Vertical ionisation energies of gas-phase silylenes *[Si]C (SMILES, group * varied, marked atom Si) from Ansatz 0.2.0: unrestricted cation less neutral at the neutral's PBE0-D4/def2-TZVP geometry. Frozen-core CCSD(T) values are as a rule focal-point estimates of the basis-set limit: HF and MP2 correlation are extrapolated from def2-TZVPP and def2-QZVPP, and CCSD(T) less MP2 comes from def2-TZVPP alone. Only for *O is CCSD(T) itself extrapolated from both sets. Functionals use def2-TZVPP. -HOMO is the neutral's; electronegativities are Pauling's.

```tsv
group *	formula	binding atom	its electronegativity	point group	bond from the marked atom to the group (Å)	sum of bond angles at the marked atom (°)	CCSD(T) ionisation energy (eV)	-HOMO, r2SCAN-D4 (eV)	-HOMO, B3LYP-D4 (eV)	cation less neutral, r2SCAN-D4 (eV)	cation less neutral, B3LYP-D4 (eV)	cation less neutral, HF (eV)	<S^2> of the HF cation
*H	CH4Si	H	2.200	Cs	1.531	94	8.87	5.45	6.14	8.50	8.72	7.69	0.762
*C	C2H6Si	C	2.550	C2	1.896	98	8.35	5.08	5.78	7.95	8.18	7.16	0.761
*S	CH4SSi	S	2.580	C1	2.131	96	8.76	5.61	6.28	8.40	8.60	7.72	0.767
*N	CH5NSi	N	3.040	C1	1.709	99	8.46	5.16	5.86	8.08	8.32	7.31	0.769
*Cl	CH3ClSi	Cl	3.160	Cs	2.094	98	9.10	5.80	6.50	8.70	8.90	8.05	0.770
*O	CH4OSi	O	3.440	Cs	1.655	100	8.82	5.44	6.16	8.44	8.68	7.66	0.771
```

**What the rows are.** Each molecule is a silylene, CH₃–Si–X, with only two bonds at silicon. The groups \*H, \*C, \*S, \*N, \*Cl and \*O stand for X = H, CH₃, SH, NH₂, Cl and OH, and the "sum of bond angles" is simply the one angle C–Si–X. All neutrals are closed-shell singlets. Standard bonding theory puts their highest occupied orbital (HOMO) in a lone pair on silicon that lies in the C–Si–X plane, with an empty Si 3p orbital perpendicular to that plane just above it.

**Are the cations comparable?** The ⟨S²⟩ of the Hartree–Fock (HF) cations runs from 0.761 to 0.771, close to the 0.75 of a pure doublet. An HF cation can hold its hole in another orbital than a functional's cation, and the CCSD(T) value built on it could then belong to a higher state. Such a switch in a single row would show as a jump. None appears: the CCSD(T) value, as a rule a focal-point estimate, lies above the r2SCAN energy difference by an amount that is steady to 0.04 eV. That the hole sits in the silicon lone pair in every row is taken from theory, and the steady offset is consistent with it.

**The pattern.** The ionisation energy (IE), by CCSD(T) focal-point estimates and for OH by direct extrapolation, rises in the order CH₃ < NH₂ < SH < OH ≈ H < Cl over a range of 0.75 eV. The Pauling electronegativity of the binding atom orders each period by itself (C < N < O and S < Cl), but only 9 of the 15 pairs in the whole set. Four features need a reason. H is high, NH₂ sags, Cl lies above OH, and SH lies far above CH₃ at nearly the same electronegativity.

**Where the trend sits.** Nothing was fitted to any row; the IE is instead split exactly into three terms. Removing an electron with all orbitals frozen costs K, the HF value of −HOMO from the same runs (Koopmans' theorem). Letting the cation's orbitals contract gives back a relaxation energy R, so that K − R is the column "cation less neutral, HF". Correlation adds a term C, because the neutral has one more electron pair to correlate than the cation. For X = H, in eV:

R = K − IE(HF) = 8.67 − 7.69 = 0.98

C = IE(CCSD(T)) − IE(HF) = 8.87 − 7.69 = 1.18

IE = K − R + C = 8.67 − 0.98 + 1.18 = 8.87

Across the six rows K spans 0.85 eV, while R spans 0.14 eV and C spans 0.15 eV. The numbers therefore show that the trend is mostly laid down in the orbital of the neutral molecule, before any electron leaves. The HF column is in a finite basis while CCSD(T) is an estimate of the limit, so C carries a small basis part. Except for OH, the part of C beyond MP2 comes from triple zeta alone. The question becomes what sets the depth of the silicon lone pair, and R and C matter only for close neighbours.

**The pull through the σ bond.** An electronegative X draws the Si–X bonding pair towards itself and leaves silicon less screened, which deepens the lone pair. Bent's rule works in the same direction: silicon sends more p character into the bond to an electronegative partner and keeps more of its low-lying 3s in the lone pair. This is argued from theory, and the periods taken separately agree with it. From CH₃ to OH the IE rises by 0.53 eV per unit of electronegativity, and from SH to Cl by 0.59 eV, though each slope rests on two points. The bond angle, which also reflects the s–p mixture, is a poor guide here, since CH₃ and Cl share 98° and are the two ends of the series.

**The return through the π system.** NH₂, OH, SH and Cl all have a lone pair that can face the empty Si 3p orbital and donate into it. Where the group lies in the C–Si–X plane, symmetry keeps this donation apart from the in-plane lone pair, so its action on the IE is mainly indirect: it returns charge to silicon and undoes part of the σ pull. Its direct mark is on the acceptor, which becomes the antibonding partner of a partial π bond and is pushed up. The gap between HOMO and lowest empty orbital removes any shift common to both and is the cleaner sign. In r2SCAN it grows as Cl 2.58, SH 2.86, OH 3.10 and NH₂ 3.39 eV, which is read here as the order of increasing donation. The σ frame can move the gap too. The four gaps are compared here only with one another and not with a donor-free reference such as CH₃, so they suggest an order of donation but not its size.

**Why NH₂ sags.** The geometry shows the nitrogen set up for donation: its angles sum to 360°, and the NH₂ plane is tilted by only 2° from the C–Si–N plane. Nitrogen bound to silicon tends to be flat even without an empty 3p orbital beside it, so the flatness alone proves little. The shared plane, which lines up the nitrogen lone pair with the empty 3p, is the better sign. Nitrogen holds that pair less tightly than oxygen does and gives more back, which leaves NH₂ only 0.11 eV above CH₃. It lies 0.15 eV below the straight line from CH₃ to OH. Since OH is itself a donor, that figure measures the excess of N over an interpolation and not the whole π effect.

**Why Cl lies above OH.** Oxygen is the more electronegative atom, yet chlorine gives the higher IE by 0.28 eV. The Si–O bond is 1.655 Å long and the Si–Cl bond 2.094 Å, and sideways p overlap is argued to be more effective over the short bond. Chlorine, with the smallest gap of the four donors, then keeps most of its σ pull, while oxygen repays a larger share. Atomic charges do not settle the matter: Mulliken analysis gives silicon the same +0.31 e with O and with Cl, and Löwdin analysis makes silicon negative in the chloride. The link from π donation to the IE is thus an argument supported by gaps and geometry, not a measured partition.

**Why H is high.** Hydrogen has the lowest electronegativity and the second highest IE, because it lacks what the other groups use to ease ionisation. Replacing H by CH₃ lowers the IE by 0.52 eV, of which the split assigns 0.40 eV to the orbital and 0.13 eV to relaxation. The orbital part is the usual alkyl effect: filled C–H and Si–C orbitals of the right symmetry mix with the lone pair and push it up. The relaxation part is argued from polarisability, since H brings no further electrons that could flow towards the hole, and its R is indeed the smallest of the six. Methyl, not hydrogen, is the fair starting point for an electronegativity scale in this series.

**H and OH are a tie.** The table puts H above OH by 0.05 eV, but only the OH value has CCSD(T) itself extrapolated from both basis sets. The others are focal-point estimates, with CCSD(T) less MP2 taken from triple zeta alone. For H the direct extrapolation exists only for the neutral, so the table's value keeps both species on the focal-point scheme. On that common scheme OH becomes 8.84 eV and the gap shrinks to 0.02 eV. The shift of OH between the schemes, about 0.03 eV, is the only measure here of the error that the triple-zeta step brings into the other rows. The sensible reading is that oxygen's pull and its repayments nearly cancel relative to hydrogen, with no meaning attached to the order.

**SH is the least understood row.** It lies 0.41 eV above CH₃ although the two binding atoms differ by only 0.03 in electronegativity. The split locates the gap in the neutral's orbital, where it is even larger, at 0.54 eV. A likely reason, untested here, is that the tabulated atomic value misjudges the groups, with SH withdrawing charge and CH₃ releasing it. Chlorine shares the lift: SH and Cl both lie about 0.4 eV above the straight line from CH₃ to OH at their electronegativities. Something common to the third period may thus act in both, and weaker π donation need not be the whole reason why Cl lies above OH. Like every row, this is a single conformer that need not be the lowest one, and here it has no symmetry.

**How well K alone does.** Taken as the IE without any parameter, K misses the mostly focal-point CCSD(T) reference by −0.20 eV for H and +0.05 eV for SH, with the other rows in between. It works because R and C nearly cancel, and it fails on the order just where they cancel unequally: K exchanges the places of H and SH. From H to SH the orbital deepens by 0.14 eV, but SH relaxes more and gains less from correlation, so its IE ends 0.11 eV lower. Both third-period groups, SH and Cl, have a C about a tenth of an eV below the rest. One guess is that the hole spreads partly onto S or Cl in a way that HF underrates, and these two cations do have the largest T1 diagnostics.

**What the cheaper levels give.** Energy differences from both functionals reproduce the CCSD(T) order of all six rows. They fall short of CCSD(T) by 0.36 to 0.40 eV with r2SCAN and by 0.14 to 0.20 eV with B3LYP, here in its VWN-RPA form, and both carry a finite basis. The reference is itself a focal-point estimate in every row but OH, so these shortfalls may be off by a few hundredths of an eV. The HF difference is more than one eV low in every row and puts SH above H and OH. The closed-shell HF neutrals are all unstable towards a triplet, as a low empty 3p invites, but their small T1 diagnostics give no alarm for CCSD(T).

**Why −HOMO of the functionals misleads.** It lies below the mostly focal-point CCSD(T) values by about 3.3 eV with r2SCAN and about 2.6 eV with B3LYP, and both place SH above H and OH. For an approximate functional the energy curves with electron number, so the orbital energy of the neutral is shallower than the cost of removing a whole electron. The shortfall is argued to be larger for a compact orbital, and it is not constant: measured against r2SCAN's own energy difference, it is 3.05 eV for H and 2.79 eV for SH. That variation exceeds the CCSD(T) spacing of these rows and reorders them. The fault is not the functionals' alone, since the HF orbital energy K sets SH above H by nearly the same amount. None of these orbital energies accounts properly for how differently the two molecules relax and correlate on ionisation. The row-by-row terms are in the output below.

**Bearing on deposition.** Silylenes of this kind are plausible gas-phase intermediates when silicon or silicon carbide films are grown from methylsilanes and chlorosilanes. By this table the chloro species is the hardest of the six to ionise in a plasma and has the deepest lone pair, while the dimethyl and amino species are the easiest. These are vertical values without zero-point motion and say nothing about rates of growth.

**Working rule.** Start from methyl, raise the IE with the σ pull of the group, and lower it again for a lone pair that can donate across a short bond. Rank neighbours within about 0.3 eV by cation-less-neutral energies that include correlation, not by orbital energies or HF differences, and treat a gap of a few hundredths of an eV as a tie. Left open is how much of the hole lies on sulphur, which the spin density of the SH cation would decide.

Numerical output:

```
Rounding: 0.005 eV per entry, up to 0.01 eV per difference
CCSD(T) range 0.75 eV; order *C < *N < *S < *O < *H < *Cl
Pairs ordered as electronegativity: 9 of 15; Pearson r 0.21
Step a->b: dEN, d angle, dIE = d(HF -HOMO) - d relaxation + d correlation (eV)
 *H->*C: +0.35, +4 deg, -0.52 = -0.40 - (+0.13) + (+0.01)
 *C->*N: +0.49, +1 deg, +0.11 = +0.16 - (+0.01) + (-0.04)
 *N->*O: +0.40, +1 deg, +0.36 = +0.32 - (-0.03) + (+0.01)
 *C->*O: +0.89, +2 deg, +0.47 = +0.48 - (-0.02) + (-0.03)
 *S->*Cl: +0.58, +2 deg, +0.34 = +0.31 - (-0.02) + (+0.01)
 *C->*S: +0.03, -2 deg, +0.41 = +0.54 - (-0.02) + (-0.15)
 *N->*Cl: +0.12, -1 deg, +0.64 = +0.68 - (-0.06) + (-0.10)
 *O->*Cl: -0.28, -2 deg, +0.28 = +0.37 - (-0.02) + (-0.11)
 *S->*O: +0.86, +4 deg, +0.06 = -0.06 - (-0.00) + (+0.12)
 *H->*S: +0.38, +2 deg, -0.11 = +0.14 - (+0.11) + (-0.14)
 *H->*O: +1.24, +6 deg, -0.05 = +0.08 - (+0.11) + (-0.02)
 *C->*Cl: +0.61, +0 deg, +0.75 = +0.85 - (-0.04) + (-0.14)
Slopes, eV per EN unit: *C->*N 0.22, *N->*O 0.90, *C->*O 0.53, *S->*Cl 0.59
*N against the line *C to *O: -0.15 eV
HF -HOMO (eV): *H 8.67  *C 8.27  *S 8.81  *N 8.43  *Cl 9.11  *O 8.75
Relaxation (eV): *H 0.98  *C 1.11  *S 1.09  *N 1.12  *Cl 1.06  *O 1.09
Correlation, CCSD(T) less HF (eV): *H 1.18  *C 1.19  *S 1.04  *N 1.15  *Cl 1.05  *O 1.16
HF -HOMO less CCSD(T) (eV): *H -0.20  *C -0.08  *S 0.05  *N -0.03  *Cl 0.01  *O -0.07
Ranges (eV): HF -HOMO 0.85, relaxation 0.14, correlation 0.15
Order, HF -HOMO: *C < *N < *H < *O < *S < *Cl
HF difference: below CCSD(T) by 1.04 to 1.19 eV; *C < *N < *O < *H < *S < *Cl
r2SCAN difference: below CCSD(T) by 0.36 to 0.40 eV; *C < *N < *S < *O < *H < *Cl
B3LYP difference: below CCSD(T) by 0.14 to 0.20 eV; *C < *N < *S < *O < *H < *Cl
r2SCAN -HOMO: below CCSD(T) by 3.15 to 3.42 eV; *C < *N < *O < *H < *S < *Cl
B3LYP -HOMO: below CCSD(T) by 2.48 to 2.73 eV; *C < *N < *H < *O < *S < *Cl
r2SCAN difference less -HOMO (eV): *H 3.05  *C 2.87  *S 2.79  *N 2.92  *Cl 2.90  *O 3.00
B3LYP difference less -HOMO (eV): *H 2.58  *C 2.40  *S 2.32  *N 2.46  *Cl 2.40  *O 2.52
 *Cl: r2SCAN LUMO -3.22 eV, gap 2.58 eV, B3LYP Mulliken Si +0.31 e
 *S: r2SCAN LUMO -2.75 eV, gap 2.86 eV, B3LYP Mulliken Si +0.19 e
 *O: r2SCAN LUMO -2.34 eV, gap 3.10 eV, B3LYP Mulliken Si +0.31 e
 *N: r2SCAN LUMO -1.77 eV, gap 3.39 eV, B3LYP Mulliken Si +0.17 e
*N: angle sum at N 360 deg, NH2 tilt to C-Si-N 2 deg
CCSD(T)/def2-TZVPP IE (eV): *H 8.77  *C 8.25  *S 8.63  *N 8.33  *Cl 8.97  *O 8.72
Basis limit adds 0.10 to 0.13 eV; def2-TZVPP order *C < *N < *S < *O < *H < *Cl
Common scheme: *O 8.84 eV, *H 8.87 eV, gap 0.02 eV
```
